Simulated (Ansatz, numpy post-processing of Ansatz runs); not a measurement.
# Gap, valence splitting and electron mass of zincblende ZnSe under biaxial strain normal to [001], r2SCAN with spin-orbit coupling

Stretching ZnSe by 2 per cent in the plane normal to [001] lowers its gap by 0.134 eV, yet squeezing it by the same amount raises the gap by only 0.009 eV. A response this lopsided needs an explanation, since to first order a simple change of volume would act equally and oppositely for the two signs. The matter is practical: ZnSe layers grown on a substrate of different lattice constant carry such strain, which shifts the colour and polarisation of their emission. The calculations follow the gap, the splitting of the upper valence levels and the electron mass from −2.0 to +2.0 per cent, measured against the cell relaxed with the same functional. Both band edges stay at Gamma in every row; their separate energies are not shown in the table.

## Calculations

ZnSe (zincblende), space group 216 without strain and I-4m2 under strain, 2 atoms in the cell, from the Crystallography Open Database. The reference is the cell relaxed to zero pressure with this functional (primitive vectors 4.007, 4.007, 4.007 angstrom). An equal strain is imposed in the plane normal to [001], as by a substrate; the length along [001] is adjusted until the stress along it vanishes; no force acts on the atoms, so no relaxation was run. Ansatz 0.2.0, plane waves with PAW potentials (set ansatz_paw_generated_soft_1), r2SCAN, with spin-orbit coupling, no spin polarisation, no Hubbard U; cutoff 500 eV, self-consistent k meshes 6x6x6. Band extrema were located on a dense mesh in each cell and refined; masses are central differences at 0.008 and 0.03 1/angstrom. The same in all rows: where the valence-band maximum and the conduction-band minimum lie in the zone: Gamma to Gamma.

Notes on method and selection:

- Semilocal Kohn-Sham gaps lie below measured gaps, and light masses that scale with the gap come out too small.
- Transitions to other structures, dislocations and cracks are not considered.
- The strain of the free axis follows from the ratios of the elastic constants.
- A blank cell means that the quantity is not defined for the row (degenerate or flat band, gap under 0.12 eV, no such level or valley in the search window, times from unlike processors), was not computed, or did not pass its check.
- Runs that did not converge, have known faults or may not be shown are not listed, and runs on Ansatz's PAW sets soft_1 and soft_2 are kept to separate tables.

Columns:

- imposed strain (per cent): in-plane strain imposed, positive in tension.
- free strain (per cent): resulting strain along the free axis.
- band gap (eV): fundamental Kohn-Sham gap (generalised Kohn-Sham for meta-GGA and hybrids), conduction-band minimum minus valence-band maximum.
- electron mass (m_e): electron conductivity mass of the lowest valley, in free-electron masses.
- valence splitting (eV): depth of the next valence level below the valence top, at the same point of the zone, listed up to 1.2 eV.

## Data

| member | side | imposed strain (per cent) | free strain (per cent) | band gap (eV) | electron mass (m_e) | valence splitting (eV) |
| --- | --- | --- | --- | --- | --- | --- |
| −2.0 per cent | compression | −2.0 | 2.29 | 1.748 | 0.125 | 0.0993 |
| −1.5 per cent | compression | −1.5 | 1.73 | 1.747 | 0.124 | 0.0771 |
| −1.0 per cent | compression | −1.0 | 1.15 | 1.746 | 0.124 | 0.0528 |
| −0.5 per cent | compression | −0.5 | 0.57 | 1.743 | 0.123 | 0.0269 |
| +0.0 per cent | compression | 0.0 | 0.00 | 1.739 | 0.123 | – |
| +0.0 per cent | tension | 0.0 | 0.00 | 1.739 | 0.123 | – |
| +0.5 per cent | tension | 0.5 | −0.57 | 1.706 | 0.122 | 0.0275 |
| +1.0 per cent | tension | 1.0 | −1.19 | 1.673 | 0.121 | 0.0562 |
| +1.5 per cent | tension | 1.5 | −1.78 | 1.639 | 0.121 | 0.0843 |
| +2.0 per cent | tension | 2.0 | −2.38 | 1.605 | 0.120 | 0.1121 |

Least-squares fits to the whole series, with x = imposed strain (per cent); R² and errors in the fitted variable (y, or ln y where the fit is in ln y):

| y | side | members | fit | R² | rms residual | leave-one-out rms | the same for the mean of the others |
| --- | --- | --- | --- | --- | --- | --- | --- |
| band gap (eV) | compression | 5 | y = 1.7402 − 0.0044000 x | 0.91 | 9.8×10⁻⁴ | 0.0020 | 0.0041 |
| band gap (eV) | tension | 5 | y = 1.7394 − 0.067000 x | 1.00 | 3.7×10⁻⁴ | 7.2×10⁻⁴ | 0.059 |
| electron mass (m_e) | compression | 5 | y = 0.1228 − 0.001000 x | 0.89 | 2.4×10⁻⁴ | 4.3×10⁻⁴ | 9.4×10⁻⁴ |
| electron mass (m_e) | tension | 5 | y = 0.1228 − 0.001400 x | 0.94 | 2.4×10⁻⁴ | 3.8×10⁻⁴ | 0.0013 |

## Reading the trend

Two effects act together. The first is the change of volume. To first order in the strains, the volume changes at −2.0 per cent by 2 × (−2.0) + 2.29 = −1.71 per cent, at +2.0 per cent by 2 × 2.0 − 2.38 = +1.62 per cent. Shorter bonds raise the antibonding, s-like conduction edge relative to the p-like valence top, so compression opens the gap and tension closes it.

The second is the change of shape, which parts the two upper valence levels. When the crystal is squeezed in the plane it lengthens along [001] and its bonds tilt towards that axis. The p orbitals along [001] then bond more strongly and sink, leaving on top the level that is heavy along [001]. Tension reverses the order and puts the light level on top. For either sign the uppermost level moves up from the mean of the pair, and this always narrows the gap.

The columns allow the two parts to be added up. The gap measured from the mean of the pair is the tabulated gap plus half the splitting:

- At −2.0 per cent it is 1.748 + 0.0993 / 2 = 1.798 eV, a rise of 0.059 eV. The upward shift of the top level takes back 0.0993 / 2 = 0.050 eV and leaves 0.009 eV.
- At +2.0 per cent it is 1.605 + 0.1121 / 2 = 1.661 eV, a fall of 0.078 eV. The shift of the top level adds 0.056 eV and makes 0.134 eV.

The division into volume and shape is approximate. Mixing with the deeper split-off level pushes the light level up under either sign of strain and raises the mean of the pair with it, which trims the rise in compression and deepens the fall in tension.

The kink at zero strain is therefore a crossing of two levels, each of which runs smoothly. The gap to the heavy level is 1.748 eV at −2.0 per cent, 1.739 eV at zero and 1.605 + 0.1121 = 1.717 eV at +2.0 per cent. The gap to the light level is 1.748 + 0.0993 = 1.847 eV, 1.739 eV and 1.605 eV at the same strains.

The electron mass rises from 0.120 to 0.125 m_e between the tensile and the compressive end. The sign is that of k·p theory, in which a wider gap to the valence levels weakens the effect of the coupling that makes the electron light.

## Departures from the trend

Largest departures from the fit to the whole series:

| member | side | band gap (eV) | fit | computed − fit | in rms residuals |
| --- | --- | --- | --- | --- | --- |
| +1.0 per cent | tension | 1.673 | 1.672 | +0.001 | 1.6 |
| −1.0 per cent | compression | 1.746 | 1.745 | +0.001 | 1.4 |
| +0.0 per cent | compression | 1.739 | 1.740 | −0.001 | 1.2 |
| +0.0 per cent | tension | 1.739 | 1.739 | 0.000 | 1.1 |

The largest departures of the gap from the fitted lines are 0.001 eV, which is the last printed digit, and they call for no explanation. Two smaller features deserve a remark.

The row at +0.5 per cent has a free strain of −0.57 per cent, a ratio of 1.14 to the imposed strain, whereas the other tensile rows give 1.19. The likeliest reason is numerical: the stress along [001] was brought less close to zero there. The missing strain is about 1.19 × 0.5 − 0.57 = 0.025 per cent. With a splitting of 0.0275 / (0.5 + 0.57) = 0.0257 eV per per cent of difference between the two strains, this costs about 0.0006 eV, enough to account for the slightly small first step in the tensile splitting.

On the compressive side the splitting grows by ever smaller steps: 0.0269, 0.0259, 0.0243 and 0.0222 eV. Mixing with the deeper split-off level has the right sign, because it pushes the light level up towards the heavy one. The same mixing should make the tensile steps grow, which they do not do steadily, so other second-order effects of strain must also contribute.

## Measured against computed

| member | quantity | measured | computed, tension | computed − measured | conditions | source |
| --- | --- | --- | --- | --- | --- | --- |
| +0.0 per cent | band gap (eV) | 2.692 | 1.739 | −0.953 | direct gap at Gamma, highest of the quoted experimental values; literature value quoted in the calculation section | [1] |

Sources:

[1] "Annealing Effect on Structural, Optical and Electrophysical Properties of ZnSe Nanocrystals Synthesized into SiO2/Si Ion Track Template" (2024, PubMed Central 11356022)

Only the unstrained gap has a measured partner. The computed 1.739 eV lies 0.953 eV below the quoted 2.692 eV, a shortfall of 0.953 / 2.692 = 35 per cent. Most of it is the familiar underestimate of semilocal functionals, whose gap between one-electron levels falls short of the energy needed to create a separate electron and hole.

The measured number has its own uncertainty. It is the highest of several values quoted second-hand, and neither temperature nor method is given. Warming from low temperature to room temperature lowers the gap of ZnSe by roughly 0.1 eV, and an optical edge can lie a few hundredths of an eV below the true gap because electron and hole attract each other. Neither effect approaches the size of the discrepancy.

The slopes, splittings and masses are not compared with experiment here. The table gives the size of the valence splitting but not the character of the levels; the order used here, heavy on top in compression and light on top in tension, is the one established for strained zincblende layers in general. For an estimate of a real layer, the computed shift with strain is best added to a measured unstrained gap taken at the temperature of interest.

## Worked examples

**How much tension lowers the gap by 0.05 eV?**
The tensile line has a slope of −0.067 eV per per cent, so the strain needed is 0.05 / 0.067 = 0.75 per cent. The neighbouring rows agree: the gap has fallen by 1.739 − 1.706 = 0.033 eV at +0.5 per cent and by 1.739 − 1.673 = 0.066 eV at +1.0 per cent. Compression offers no comparable control, since its full range moves the gap by 0.009 eV.

**What strain keeps most holes in the upper valence level at room temperature?**
The thermal energy is roughly 0.026 eV, and a splitting of twice that, 0.052 eV, is a reasonable threshold. The rows at −1.0 per cent (0.0528 eV) and +1.0 per cent (0.0562 eV) are the first on each side to reach it. At −1.0 per cent the Boltzmann factor of the lower level is exp(−0.0528 / 0.026) = 0.13, before any difference in the densities of states of the two bands is counted.

**Is tension worth applying to make the electrons more mobile?**
At a fixed scattering time the mobility goes as the inverse of the mass. From zero to +2.0 per cent the gain is 0.123 / 0.120 = 1.025, or about 2.5 per cent, and rounding of the two masses makes this uncertain by nearly 1 per cent. Such a gain is too small to justify the strain.

## Conclusions and limits

Within 2 per cent of the relaxed cell, the tensile gap follows a straight line closely, with a leave-one-out error of 0.0007 eV against 0.059 eV for the mean of the others. The compressive line is much weaker, 0.0020 against 0.0041 eV, because the gap hardly moves and its rise levels off. The safer statement for that side is that the gap stays within 0.009 eV of its unstrained value.

r2SCAN places the gaps too low, and the electron masses are expected to be too small with them. Differences between strained cells should suffer less, since much of the gap error is common to all rows. The results apply to a coherent crystal: a real layer beyond a certain thickness relieves its strain through dislocations, and its gap then moves back towards the unstrained value.
